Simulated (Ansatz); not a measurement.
## Ligand exchange: CH7ClSi2 + C2H6CdO → CH8OSi2 + C2H5CdCl

Species: CH7ClSi2 `C[SiH2][SiH2]Cl`, singlet; C2H6CdO `C[CH2][Cd][OH]`, singlet; CH8OSi2 `C[SiH2][SiH2]O`, singlet; C2H5CdCl `C[CH2][Cd][Cl]`, singlet. The partners trade Cl for OH: Si–Cl and Cd–OH bonds give way to Si–OH and Cd–Cl.

Shapes, held fixed at every level: PBE0-D4/def2-TZVP. Flexible molecules stand in one conformer, not always the lowest. Programs: Ansatz 0.2.0. Electronic energies: no zero-point or thermal term.

(1) Estimate ΔE of this reaction.

## Answers

(1) The highest level, CCSD(T)/def2-TZVPP, gives ΔE = -104.2 kJ/mol; the levels span -137.4 to -100.9. The column of differences is taken from that level and isn't an error. No measured value is set beside it here. For atoms past krypton def2 sets carry core potentials with scalar relativity. Outer-core shells of Cd are correlated in most correlated rows, in sets that cover them unevenly.

| level | kind | ΔE (kJ/mol) | less CCSD(T)/def2-TZVPP |
| --- | --- | --- | --- |
| HF/def2-TZVPP | Hartree–Fock | -137.4 | -33.2 |
| B3LYP-D4/def2-TZVPP | global hybrid | -105.1 | -0.9 |
| PBE0-D4/def2-TZVPP | global hybrid | -104.7 | -0.5 |
| wB97M-V/def2-TZVPP | range-separated hybrid | -107.1 | -2.9 |
| B2PLYP/def2-TZVPP | double hybrid | -105.0 | -0.8 |
| MP2/def2-TZVPP | perturbation theory | -100.9 | +3.3 |
| CCSD/def2-TZVPP | coupled cluster or CI | -108.9 | -4.7 |
| CCSD(T)/def2-TZVPP | coupled cluster or CI | -104.2 | 0.0 |

The exchange is strongly exothermic at every level, as expected from the oxophilicity of silicon. Replacing Si–Cl by Si–OH gains a short, strongly polar bond with good overlap between silicon and the compact oxygen orbitals. Cadmium, a soft and diffuse acceptor, gains much less from binding hydroxide instead of chloride, so giving up Cd–OH for Cd–Cl costs comparatively little.

Hartree–Fock gets the direction right but exaggerates the driving force, so electron correlation favours the reactant side. A probable reason is that correlation between the oxygen lone pairs and the filled cadmium d shell strengthens Cd–OH more than Cd–Cl. MP2 slightly overshoots this correction, whereas CCSD leaves part of it to the triples. The density functionals all lie close to CCSD(T), so the preference doesn't hinge on the choice among them.

The result concerns isolated monomers and can't be carried over directly to condensed phases, where cadmium hydroxides and chlorides tend to associate through bridging ligands.
